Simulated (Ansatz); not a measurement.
# A series in volume scale on Se

Results calculated with Ansatz 0.2.0, not measured. Plane-wave DFT, scalar-relativistic PAW made under PBE with cores redone for the functional, no dispersion; the given relaxed cell is scaled uniformly, energy at zero smearing counts from the unscaled cell, pressure at the given Fermi-Dirac smearing is positive in compression.

The cell before it is scaled or strained (space group P6/mmm, No. 191):
```
CELL_PARAMETERS angstrom
4.67620 0.00000 0.00000
-2.33810 4.04970 0.00000
0.00000 0.00000 3.13330
ATOMIC_POSITIONS crystal
Se 0.00000 0.00000 0.00000
Se 0.33333 0.66667 0.50000
Se 0.66667 0.33333 0.50000
```

Settings of every row: spin polarised no; functional PBEsol; wave cutoff 420 eV; smearing width 0.1 eV; k mesh 9x9x11.

Atom starting moment: 0 on all atoms.

Limits: the cell comes from a prototype or a list of computed structures and needn't be the stable phase.

| row | volume scale | V (Å³/atom) | pressure (GPa) | energy change per atom (meV) |
| --- | --- | --- | --- | --- |
| 1 | 0.88 | 17.405 | 13.89 | 88.88 |
| 2 | 0.92 | 18.196 | ? | ? |
| 3 | 0.96 | 18.988 | 3.61 | 7.72 |
| 4 | 1.04 | 20.57 | -2.95 | 8.41 |
| 5 | 1.08 | 21.361 | -5.28 | 29.69 |
| 6 | 1.12 | 22.152 | -7.13 | 61.23 |

Question: what pressure and energy change per atom should row 2 give?

Worked fit of pressure. Take u = (V_r/V)^(2/3) − 1 with V_r = 20.57 Å³ an atom, which is twice the finite (Eulerian) strain; such expansions in the strain, on which the Birch-Murnaghan equation of state is built, carry the rest volume and the bulk modulus. The shown rows have u = 0.11782, 0.0548, 0, -0.02484, -0.0482. Least squares give pressure = −2.986 + 102.107 × u + 348.06 × u² GPa; a straight line predicts inner rows, each left out in turn, worse (root mean square 1.2 against 0.075 GPa). The rows lie off it by 0.01, -0.04, 0.04, 0.03, -0.03. The pressure vanishes at u = 0.0268, or V = 19.77 Å³ an atom, and there the bulk modulus at fixed shape and fractions is B = −V dP/dV = (2/3)(1 + u) dP/du = 82.7 GPa. Letting shape and atoms relax would as a rule lower it, by much in layered, chain or molecular crystals. The withheld row has u = 0.08519, so the fit gives −2.986 + 102.107 × (0.08519) + 348.06 × (0.08519)² = 8.24 GPa.

The calculation gave 8.17 GPa. The fit lies 0.07 GPa (0.33 % of the column's range) above it; its largest miss of a shown row is 0.04 GPa.

Worked fit of energy change per atom. Take u = (V_r/V)^(2/3) − 1 with V_r = 20.57 Å³ an atom, which is twice the finite (Eulerian) strain; such expansions in the strain, on which the Birch-Murnaghan equation of state is built, carry the rest volume and the bulk modulus. The shown rows have u = 0.11782, 0.0548, 0, -0.02484, -0.0482. Least squares give energy change per atom = 8.04 − 589.603 × u + 10816.87 × u² meV; a straight line predicts inner rows, each left out in turn, worse (root mean square 36 against 0.83 meV). The rows lie off it by 0.15, -0.49, 0.37, 0.33, -0.36 (root mean square 0.36 meV). The withheld row has u = 0.08519, so the fit gives 8.04 − 589.603 × (0.08519) + 10816.87 × (0.08519)² = 36.31 meV.

The calculation gave 35.64 meV. The fit lies 0.67 meV (1.9 % of the value, 0.83 % of the column's range) above it; its largest miss of a shown row is 0.49 meV.
